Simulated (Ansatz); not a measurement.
# ScCu: pressure against volume per atom

Results calculated with Ansatz 0.2.0, not measured. Periodic Kohn-Sham DFT of a crystal at fixed atoms; pressure and stress are positive in compression; the energy is the free energy less that of spherical unpolarised free atoms; site moments are those in the method's own spheres, positive along +z.

Cell of the first row (space group Pm-3m, No. 221):
```
ScCu
1.0
      3.1895     0.0000     0.0000
      0.0000     3.1895     0.0000
      0.0000     0.0000     3.1895
Sc Cu
1 1
Direct
  0.50000 0.50000 0.50000
  0.00000 0.00000 0.00000
```

Settings of every row: method all-electron PAW; functional LDA; relativity scalar; k mesh 11x11x11; filling fermi-dirac; smearing width 0.05 eV; nucleus gaussian.

Atom start moment: 0 on all atoms.

| row | volume per atom (Å³) | pressure (GPa) |
| --- | --- | --- |
| 1 | 16.224 | -2.297 |
| 2 | 16.569 | -4.268 |
| 3 | 16.914 | -6.028 |
| 4 | 17.087 | -6.835 |
| 5 | 17.259 | -7.598 |
| 6 | 17.432 | -8.319 |
| 7 | 17.604 | -8.999 |
| 8 | 17.95 | -10.248 |
| 9 | 18.295 | ? |

Question: what pressure should row 9 give?

Worked fit of pressure. Take u = (V_r/V)^(2/3) − 1 with V_r = 17.173 Å³ an atom, which is twice the finite (Eulerian) strain; such expansions in the strain, on which the Birch-Murnaghan equation of state is built, carry the rest volume and the bulk modulus. The shown rows have u = 0.03863, 0.02416, 0.01018, 0.00335, -0.00332, -0.00993, -0.01639, -0.02907. Least squares give pressure = −7.223 + 114.075 × u + 346.57 × u² GPa; a straight line predicts inner rows, each left out in turn, worse (root mean square 0.12 against 0.0028 GPa). The rows lie off it by 0.002, -0.003, -0.002, 0.002, 0.000, 0.003, 0.001, -0.002. The withheld row has u = -0.04132, so the fit gives −7.223 + 114.075 × (-0.04132) + 346.57 × (-0.04132)² = -11.345 GPa.

The calculation gave -11.36 GPa. The fit lies 0.015 GPa (0.17 % of the column's range) above it; its largest miss of a shown row is 0.003 GPa. This row lies beyond the range of the fit.
